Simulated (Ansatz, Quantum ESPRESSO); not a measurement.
# Charge against electrode potential for five-layer Pb(100) in PBE and Pb(111) in PBEsol

A gate or electrode facing a metal film charges it like a capacitor, and at gaps of a few ångström the capacitance depends on where the metal's surface charge really sits. The problem is to find how nearly the potential is linear in the charge for two lead slabs, where the charge lies, and what the potential is at −3.0×10¹³ e/cm² on Pb(100). The calculated potential is that of an electron at the electrode, measured from the slab's Fermi level; positive charge means electrons removed. The atoms are held while the charge changes. The two slabs differ in functional and electrode distance as well as in face, so their slopes can be compared only after the distance has been allowed for.

## Set-up

1×1 slabs of 5 layers at the tabulated measured lattice constant, clean, top layers relaxed with Ansatz 0.2.0 under PBE. The slab faces a perfect electrode across vacuum above it and open vacuum below (effective screening medium, Quantum ESPRESSO 7.5 (pw.x), GBRV ultrasoft pseudopotentials, cutoffs 40 and 200 Ry). Charges from −3 to +6×10¹³ e/cm² are put on the slab with its atoms held; points where added electrons spill towards the electrode are left out. Spin-paired, no spin-orbit coupling. The charged runs use Marzari-Vanderbilt smearing of 0.02 Ry, k-spacing 0.17 to 0.22 Å⁻¹ (2π included); functional as named with each line.

Notes on method and selection:

- A vacuum distance d alone gives a slope of 0.181·d eV per 10¹³ e/cm², d in Å.
- At zero charge the potential is the work function of the upper face.
- Removing electrons pulls the charge plane inwards and adding them pushes it out, which bends the line slightly.
- Runs with a warning of large negative density or a flawed pseudopotential file, with a field left in the vacuum, or with open shells run without spin are not listed.
- Runs in which the search for lower states was switched off are not listed.
- Runs that did not converge, have known faults or may not be shown are not listed, and runs on Ansatz's PAW sets soft_1 and soft_2 are kept to separate tables.

Columns:

- charge (10¹³ e/cm²): charge of the slab per area, positive where electrons are removed.
- back work function (eV): vacuum level below the slab less the Fermi level.
- distance (Å): distance from the top atom to the electrode.
- potential (eV): electron potential at the electrode less the Fermi level.

## Computed values

| member | face | charge (10¹³ e/cm²) | back work function (eV) | distance (Å) | potential (eV) |
| --- | --- | --- | --- | --- | --- |
| −3.0 | Pb(100), 5 layers (PBE) | −3.00 | 3.718 | 4.90 | ? |
| −1.5 | Pb(100), 5 layers (PBE) | −1.50 | 3.709 | 4.90 | 2.894 |
| +0.0 | Pb(100), 5 layers (PBE) | 0.00 | 3.701 | 4.90 | 3.754 |
| +1.5 | Pb(100), 5 layers (PBE) | 1.50 | 3.703 | 4.90 | 4.639 |
| +3.0 | Pb(100), 5 layers (PBE) | 3.00 | 3.701 | 4.90 | 5.542 |
| +6.0 | Pb(100), 5 layers (PBE) | 6.00 | 3.698 | 4.90 | 7.397 |
| −3.0 | Pb(111), 5 layers (PBEsol) | −3.00 | 3.826 | 6.92 | 1.133 |
| −1.5 | Pb(111), 5 layers (PBEsol) | −1.50 | 3.809 | 6.92 | 2.447 |
| +0.0 | Pb(111), 5 layers (PBEsol) | 0.00 | 3.795 | 6.92 | 3.808 |
| +1.5 | Pb(111), 5 layers (PBEsol) | 1.50 | 3.783 | 6.92 | 5.201 |
| +3.0 | Pb(111), 5 layers (PBEsol) | 3.00 | 3.776 | 6.92 | 6.620 |
| +6.0 | Pb(111), 5 layers (PBEsol) | 6.00 | 3.753 | 6.92 | 9.521 |

Cells marked ? are withheld until the estimate has been made.

Least-squares fits to the members shown, with x = charge (10¹³ e/cm²); R² and errors in the fitted variable (y, or ln y where the fit is in ln y):

| y | face | members | fit | R² | rms residual | leave-one-out rms | the same for the mean of the others |
| --- | --- | --- | --- | --- | --- | --- | --- |
| potential (eV) | Pb(100), 5 layers (PBE) | 5 | y = 3.763 + 0.6012 x | 1.00 | 0.025 | 0.058 | 1.9 |
| potential (eV) | Pb(111), 5 layers (PBEsol) | 6 | y = 3.855 + 0.9331 x | 1.00 | 0.053 | 0.11 | 3.3 |

## What drives the series

The potential rises with positive charge at every step on both faces. Around zero charge the slope for Pb(100) is (4.639 − 2.894) / 3.00 = 0.582 eV per 10¹³ e/cm², and for Pb(111) it is (5.201 − 2.447) / 3.00 = 0.918. The wider gap in front of Pb(111) accounts for slightly more than this difference: it alone would add (6.92 − 4.90) × 0.181 = 0.366, against the 0.918 − 0.582 = 0.336 found.

A straight line describes both sets well, with rms residuals of 0.025 and 0.053 eV over ranges of several eV. The small departure is systematic. On Pb(100) the slope grows from (3.754 − 2.894) / 1.50 = 0.573 between the two lowest charges shown to (7.397 − 5.542) / 3.00 = 0.618 between the two highest, a rise of about 8%. Removing electrons draws the surface charge towards the atoms and so widens the effective gap; adding them does the reverse.

The slope also locates the charge. A vacuum gap d in Å gives 0.181·d eV per 10¹³ e/cm², so the effective gap at Pb(100) is (4.639 − 2.894) / 3.00 / 0.181 = 3.21 Å. The electrode is 4.90 Å from the top atom, which puts the charge plane 4.90 − 3.21 = 1.69 Å outside that atom. For Pb(111) the same steps give 0.918 / 0.181 = 5.07 Å and 6.92 − 5.07 = 1.85 Å. A plane farther out on Pb(111) is what its wider layer spacing would favour, since the positive background of a simple metal ends about half a spacing beyond the top atoms. The change of functional may contribute to the difference of 0.16 Å.

The back work function agrees with a charge gathered on the side facing the electrode, as the open vacuum below, which holds almost no field, requires. On Pb(111) it changes by only 3.826 − 3.753 = 0.073 eV over the whole series, while the potential changes by 9.521 − 1.133 = 8.388 eV. The metal screens its far side almost completely.

## An estimate before looking

Plain estimates from the members shown:

- −3.0 (Pb(100), 5 layers (PBE)), fit at x = −3.00: 1.959 eV (an extrapolation)
- −3.0 (Pb(100), 5 layers (PBE)), from its own Pb(111), 5 layers (PBEsol) value plus the mean shift Pb(100), 5 layers (PBE) − Pb(111), 5 layers (PBEsol) over the other 5 members (−0.674, standard deviation 0.89): 1.133 − 0.674 = 0.459 eV

The straight-line estimate of 1.959 eV ignores the bend and should be too low, because the slope flattens towards negative charge. The mean shift from Pb(111) is unsuitable: the difference between the slabs changes strongly with charge, as their unequal gaps require.

The better route continues the equal steps in charge on Pb(100) and takes from Pb(111) only the way the bend grows. From +1.5 to 0 and from 0 to −1.5 the potential of Pb(100) falls by 0.885 and 0.860 eV, so the step shrinks by 0.025 eV. On Pb(111) the corresponding steps shrink by 1.393 − 1.361 = 0.032 eV, and the next step is 1.314 eV, a further shrinkage of 1.361 − 1.314 = 0.047 eV. Scaled to Pb(100), the next shrinkage is 0.047 × 0.025 / 0.032 = 0.037 eV. The last step is then 0.860 − 0.037 = 0.823 eV, and the potential is 2.894 − 0.823 = 2.071 eV.

The route can be tested one point higher. Between the step from +3.0 to +1.5 and the step from +1.5 to 0, the shrinkage is 5.542 − 4.639 − 0.885 = 0.018 eV on Pb(100) and 6.620 − 5.201 − 1.393 = 0.026 eV on Pb(111). The route then gives 0.018 × 0.032 / 0.026 = 0.022 eV for the next shrinkage on Pb(100), where the table has 0.025 eV, a miss of 0.003 eV. One such test is slender support for an error bar. Keeping the shrinkage at 0.025 eV instead would give 2.894 − 0.860 + 0.025 = 2.059 eV, 0.012 eV lower, and this sets the error at about 0.01 eV.

**Committed estimate, −3.0 (Pb(100), 5 layers (PBE)): potential = 2.07 ± 0.01 eV.**

## Check

| member | face | charge (10¹³ e/cm²) | back work function (eV) | distance (Å) | potential (eV) |
| --- | --- | --- | --- | --- | --- |
| −3.0 | Pb(100), 5 layers (PBE) | −3.00 | 3.718 | 4.90 | 2.065 |

| member | estimate | potential (eV) | computed | estimate − computed | miss in error bars |
| --- | --- | --- | --- | --- | --- |
| −3.0 (Pb(100), 5 layers (PBE)) | committed | 2.070 | 2.065 | +0.005 | 0.5 |
| −3.0 (Pb(100), 5 layers (PBE)) | fit | 1.959 | 2.065 | −0.106 |  |
| −3.0 (Pb(100), 5 layers (PBE)) | shift from Pb(111), 5 layers (PBEsol) | 0.459 | 2.065 | −1.606 |  |

The computed potential is 2.065 eV, so the estimate of 2.07 ± 0.01 eV is inside its error bar. It is closer than the straight line, which is 0.106 eV too low, and than the mean shift from Pb(111), which is 1.606 eV too low.

The argument that the line flattens towards negative charge was right. The last step on Pb(100) is 2.894 − 2.065 = 0.829 eV, against 0.860 eV for the step before it. The step therefore shrank by 0.860 − 0.829 = 0.031 eV, midway between the 0.025 eV of an unchanged shrinkage and the 0.037 eV scaled from Pb(111). Borrowing the growth of the bend from the other slab thus brought no gain over simply repeating the last shrinkage.

The new point fits a charge plane that moves outwards as electrons are added. The last step has a slope of 0.829 / 1.50 = 0.553 eV per 10¹³ e/cm², or an effective gap of 0.553 / 0.181 = 3.06 Å. The plane then lies 4.90 − 3.06 = 1.84 Å outside the top atom, compared with 1.69 Å around zero charge.

## Outliers

Least-squares fits to the whole series, with x = charge (10¹³ e/cm²); R² and errors in the fitted variable (y, or ln y where the fit is in ln y):

| y | face | members | fit | R² | rms residual | leave-one-out rms | the same for the mean of the others |
| --- | --- | --- | --- | --- | --- | --- | --- |
| potential (eV) | Pb(100), 5 layers (PBE) | 6 | y = 3.789 + 0.5931 x | 1.00 | 0.039 | 0.077 | 2.1 |
| potential (eV) | Pb(111), 5 layers (PBEsol) | 6 | y = 3.855 + 0.9331 x | 1.00 | 0.053 | 0.11 | 3.3 |

Largest departures from the fit to the whole series:

| member | face | potential (eV) | fit | computed − fit | in rms residuals |
| --- | --- | --- | --- | --- | --- |
| −3.0 | Pb(111), 5 layers (PBEsol) | 1.133 | 1.056 | +0.077 | 1.5 |
| −3.0 | Pb(100), 5 layers (PBE) | 2.065 | 2.010 | +0.055 | 1.4 |
| +6.0 | Pb(100), 5 layers (PBE) | 7.397 | 7.348 | +0.049 | 1.3 |
| +6.0 | Pb(111), 5 layers (PBEsol) | 9.521 | 9.454 | +0.067 | 1.3 |

No point stands out: the largest departure is 1.5 rms residuals. The four largest are the end points of the two series, and all lie above their lines, by 0.049 to 0.077 eV. That is the mark of a smooth upward bend fitted with a straight line, as the moving charge plane requires.

## Rules of thumb and their limits

From −3 to +6×10¹³ e/cm² the potential is nearly linear in the charge on both slabs. A straight line predicts an omitted point to about 0.08 eV on Pb(100) and 0.11 eV on Pb(111); following the change between neighbouring steps came within 0.01 eV in the one case tried here.

In units of practice, 10¹³ e/cm² is 1.602 µC/cm², so the capacitance around zero charge is 1.602 / 0.582 = 2.8 µF/cm² for Pb(100) and 1.602 / 0.918 = 1.7 µF/cm² for Pb(111). The lower value comes from the wider gap and is no ranking of the faces.

The omission that matters most for a device is a dielectric in the gap. With a relative permittivity of a few, it would reduce the potential change across the part it fills by about that factor, and so raise the capacitance.
